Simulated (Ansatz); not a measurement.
BN (boron nitride): the energy, rung by rung

The species is BN (2 atoms), meant as a triplet with charge 0. As SMILES, `B#N`. Geometry: relaxed at GFN2-xTB.

```xyz
2

B     0.0000    0.0000    0.0000
N     0.0000    0.0000    1.2684
```

Each level gives the energy change with the B1–N2 bond stretched from 1.268 to 3.289 Å (eV). The values are calculated.

```tsv
level	kind	program	value (eV)	less FCI/6-31G	CPU time (all runs)
UHF/6-31G	Hartree–Fock	Ansatz	1.30	-1.72	0.24 s
UBHLYP/6-31G	global hybrid	Ansatz	3.30	+0.28	0.96 s
RPA@PBE/6-31G	RPA	Ansatz	2.72	-0.30	2.4 s
UMP2/6-31G	perturbation theory	Ansatz	3.17	+0.15	0.36 s
UCCSD/6-31G	coupled cluster or CI	Ansatz	2.89	-0.13	0.61 s
UCCSDT/6-31G	coupled cluster or CI	Ansatz	3.01	-0.01	2.8 s
FCI/3-21G	exact in the basis	Ansatz	3.00	-0.02	15 s
FCI/6-31G	exact in the basis	Ansatz	3.02	0.00	9.6 s
```

FCI/6-31G is exact within its basis and frozen core, so for wave-function methods in that basis the difference is their error; functionals converge differently with the basis, so for them it is only a difference. The first shape isn't each level's own minimum. The values span 1.30 to 3.30 eV. Spin contamination of the reference (⟨S²⟩ at least 0.1 too high) touches UHF/6-31G, UBHLYP/6-31G, RPA@PBE/6-31G, UMP2/6-31G, UCCSD/6-31G, UCCSDT/6-31G. All rows use very small basis sets, so none should be taken for the real molecule's value. Times are those of the runs behind each value, whatever else they computed, on shared processors of several kinds: orders of magnitude only.

Unrestricted Hartree–Fock recovers less than half of the FCI stretching energy, 1.30 against 3.02 eV, so most of the resistance to stretching in this basis comes from electron correlation. The short B–N bond packs σ and π electrons into the same region, where opposite-spin electrons must avoid one another. Stretching moves them onto separate atoms, and much of that correlation energy is lost. A mean-field treatment therefore underbinds the compact structure most.

The correlated wave-function methods remove most of the error, though not steadily: UMP2 overshoots, UCCSD falls short, and UCCSDT comes within 0.01 eV of FCI. Connected triples thus matter here, probably because the close-lying σ and π levels of BN allow several low-energy configurations to mix.

The starting bond of 1.268 Å is shorter than the known triplet bond and closer to that of the low-lying singlet, probably a fault of the tight-binding geometry. Since the curve then starts on the repulsive wall, even the FCI value probably understates the triplet's well depth in this basis.
